Does titanium nitride change its electronic character when it is squeezed or stretched, or does it merely get stiffer and softer? A strong, sudden change should leave a mark on the curve of energy or pressure against volume: a kink, a step, or a stretch of odd stiffness. The volumes here run from 12 % below the relaxed one to 10 % above it, which takes the solid from strong compression into tension.

TiN in the rocksalt structure at scaled volumes of the relaxed cell, computed with Ansatz 0.2.0: plane-wave PAW, scalar-relativistic PBE, no spin polarisation, cutoff 420 eV, k mesh 18×18×18, Gaussian smearing of 0.1 eV. Energies are extrapolated to zero smearing and count from the minimum of a third-order Birch-Murnaghan fit; pressures come from the stress, positive in compression.

```csv
volume per atom (Å³/atom),energy over minimum (meV/atom),pressure (GPa)
8.425,148.9,46.45
8.712,79.0,31.94
8.999,33.2,19.58
9.286,7.8,9.03
9.574,0.0,0.03
9.861,7.1,-7.65
10.148,26.9,-14.22
10.531,69.9,-21.50
```

The size to remember is this: taking a tenth off the volume of TiN needs some tens of GPa and costs about a tenth of an eV per atom. The energy counts from the minimum of the curve. A positive pressure means that the crystal pushes outwards against compression, and a negative one means that it is held under tension.

**The row that seems to break the pattern**

From the smallest volume upwards, each step lowers the pressure by less than the step before, until the last one. There the drop grows again, from 6.57 to 7.28 GPa. Taken at face value, the crystal would have stiffened at the very end of its expansion.

The cause is the spacing of the rows. The last step spans 4 % of the relaxed volume and the others 3 %. With a last step of 3 %, the smooth curve described below gives a drop of only 5.6 GPa.

A fair comparison divides each drop in pressure by the change in the logarithm of the volume. This is the bulk modulus, the resistance to uniform compression, averaged over the step. It falls at every step, from 433 GPa at the compressed end to 197 GPa at the stretched end. The crystal loses more than half of its stiffness, but it does so smoothly.

**Why the curve bends**

A Ti–N bond doesn't behave like an ideal spring. When the atoms approach, their filled shells overlap and the energy climbs steeply. When they move apart, the attraction fades more gently. Geometry adds a smaller share, because removing a given volume changes the bond length by slightly more than adding it does. The same change of volume therefore costs more in compression than in expansion: 33.2 meV per atom for 6 % less volume, but 26.9 meV for 6 % more.

A spring law in the volume misses this asymmetry. It puts the energy of the smallest volume 30 meV too low, a fifth of the computed value, and that of the largest volume 13 meV too high. The errors have opposite signs because a parabola has the same stiffness on both sides.

The Birch-Murnaghan equation measures the deformation by the inverse square of the bond length instead. With V the volume and V₀ its value at the minimum, the strain f and the energy E are

f = [(V₀/V)^(2/3) − 1]/2

E = (9/2) V₀ B₀ f² [1 + (B₀′ − 4) f]

Here B₀ is the bulk modulus at the minimum and B₀′ is the rate at which it grows with pressure. Multiplied out, f² is a repulsion in the inverse fourth power of the bond length and an attraction in the inverse square: a steep wall and a gentler tail, like the bond described above. On its own it fixes B₀′ at 4. Stiffening under compression is thus contained in the variable itself, and little is left for the correction in the bracket.

The two constants were fitted to the energies of all eight rows, with V₀ held at the minimum from which the table counts. That minimum came from a fit of the same equation to the same energies, so the independent test is the pressure. The fit gives B₀ = 277 GPa and B₀′ = 4.25. Near the minimum, each GPa of pressure thus adds about 4 GPa to the bulk modulus. With B₀′ simply set to 4, the energy of the smallest volume is still right to about 1 %, so V₀ and B₀ alone give a useful first guess for a solid whose B₀′ lies near 4.

**One pressure worked out**

Since pressure is the slope of energy against volume with its sign reversed, the same two constants also fix the pressure P:

P = 3 B₀ f (1 + 2f)^(5/2) [1 + (3/2)(B₀′ − 4) f]

For the smallest volume, V₀/V = 9.574/8.425 = 1.136, and so f = 0.0445. The first factors give 3 × 277 × 0.0445 ≈ 37 GPa. The power raises this by a factor of 1.24 and the bracket by a further 1.7 %, which leads to about 46.5 GPa. The calculation gives 46.45 GPa.

The energy of this row was part of the fit, but its pressure was not. The pressures come from the stress on the cell, so the agreement shows that energy and stress describe the same smooth curve. The stiffness from step to step, which would reveal a kink most clearly, follows the model to about 0.3 %. The output printed after this text lists the comparison row by row.

In seven of the eight rows the model pressure lies a few hundredths of a GPa below the computed one. A likely source of this offset is the smearing of the electron occupations, a numerical aid for metals. The energies are extrapolated to zero smearing, whereas the stress belongs to the smeared state. The difference between the two should amount to about 0.03 GPa, close to what is found. At the relaxed volume the unrounded numbers give 0.006 GPa for the model and 0.033 GPa for the stress, a gap of 0.027 GPa that matches the smearing estimate in size and sign and leaves little room there for other errors. An offset this small shouldn't be read as a property of TiN.

**Why no break appears**

The first reason is geometric. In the rocksalt structure the cubic symmetry fixes every angle and every atomic position, so uniform compression changes only the bond length. Nothing else was free to relax, and the compressed cells were single calculations at fixed geometry. Distortions that break the symmetry were not tested, so the smooth curve can't rule them out. The bond itself changes little: the cube root of 0.88 is 0.958, so even the strongest compression shortens it by only about 4 %.

The second reason lies in the electron count. The calculation treats 17 electrons in the cell of one Ti and one N atom. Each band holds two electrons per cell, so an odd number must leave at least one band partly filled. As long as these two atoms remain the repeating unit and the spins stay paired, band theory makes TiN a metal at every volume, and no gap can open at the Fermi level.

What does change is the density of states at the Fermi level, the number of electronic states available for conduction per unit of energy. It can be derived from the smearing entropy of the same runs. From the smallest volume to the relaxed one it rises by 22 %, to 0.86 states per eV and cell. Each of the four 3 % steps in this range adds nearly the same amount, so there is no sign of a large change in the bands at the Fermi level. This test covers the compressed side only. A small pocket of electrons that appears or vanishes could still escape notice, because the smearing blurs the levels by about 0.1 eV.

The direction of this rise follows from the overlap of the orbitals. Longer bonds mean weaker overlap, weaker overlap means narrower bands, and narrower bands pack more states into each eV. For bands made of metal d orbitals alone, the overlap falls with the fifth power of the distance, so the density should grow as the volume to the power 5/3. The computed power is about 1.5, not far from this. Mixing with the p orbitals of nitrogen changes the power too, so the match can't identify the orbitals.

Near the relaxed volume, one GPa of uniform pressure lowers the density of states by about 0.6 %. A few GPa therefore change it by no more than a few per cent.

**Where a break would be expected**

Expansion is the natural place to look for magnetism, because narrow bands favour unpaired spins. In the Stoner picture a moment forms when the exchange constant times the density of states per spin exceeds 1. With a rough, recalled exchange constant of 0.7 eV for Ti, the relaxed crystal reaches 0.7 × 0.86/2 ≈ 0.3. The density of states would have to more than triple, whereas the whole range from the smallest to the relaxed volume changes it by about a fifth.

This estimate is needed because the calculation kept all spins paired, so a moment could not have shown itself in the table. It makes ferromagnetism unlikely near the relaxed volume. If a moment did form on much stronger expansion, it would take a calculation that lets the spins unpair to show it. From that volume onwards the energy would then drop below the spin-paired curve, and the stiffness would change abruptly.

The other place for a break is a change of crystal structure. Each structure has its own smooth curve, and the transition lies where another one becomes more favourable at the same pressure. The scan follows the rocksalt curve throughout, so it would pass such a point without a kink. Its smoothness shows that rocksalt TiN deforms evenly; whether rocksalt is still the best structure at 46 GPa is a separate question, which takes the curve of a competing structure to answer.

Printed output of the fit:

```
fit of energy_over_minimum on 8 rows: coefficient of t2 276.7 +/- 0.082, coefficient of t3 69.85 +/- 2.1; rms 0.0322, worst 9.286 0.0586, leave-one-out rms 0.0557
Energy, model less computed (meV/atom):
     row      Hooke  no cubic term  full formula
   8.425     -29.82         -1.653     0.0006148
   8.712     -12.01        -0.6379      0.004073
   8.999      -3.42        -0.1895      -0.01401
   9.286    -0.3496        0.03829        0.0586
   9.574  3.827e-06      3.827e-06     3.827e-06
   9.861      0.329       -0.02813      -0.04554
  10.148      2.837        0.08199      -0.04772
  10.531      12.73         0.5645       0.01707
Pressure and stiffness between neighbouring rows (GPa):
     row  pressure miss  drop from row before  stiffness  stiffness miss
   8.425        0.01705                   n/a        n/a             n/a
   8.712       -0.02758                 14.51      432.8           1.331
   8.999       -0.04107                 12.36      381.1          0.4159
   9.286       -0.03129                 10.55      335.8         -0.3113
   9.574       -0.02405                     9      295.5         -0.2377
   9.861       -0.02544                  7.68      259.8         0.04713
  10.148       -0.02148                  6.57      228.8         -0.1377
  10.531       -0.03994                  7.28      196.5          0.4982
Pressure derivative of the bulk modulus from the energy fit: 4.252
Last pressure drop if the last step were 3 % wide, model (GPa): 5.636
Mean pressure miss of the model (GPa): -0.02422
Pressure offset expected from smearing (GPa): -0.0268
Density of states at the Fermi level, smallest volume (states/eV per cell): 0.702
Density of states at the Fermi level, relaxed volume (states/eV per cell): 0.8558
Its rise over the first 3 % step (states/eV per cell): 0.03734
Its rise over the last 3 % step up to the relaxed volume (states/eV per cell): 0.03946
Its total rise from smallest to relaxed volume (%): 21.9
Power of the volume with which it grows: 1.549
Its fall per GPa of hydrostatic pressure near the minimum (%): 0.5599
Stoner product at the relaxed volume, moment expected above 1: 0.2995
```
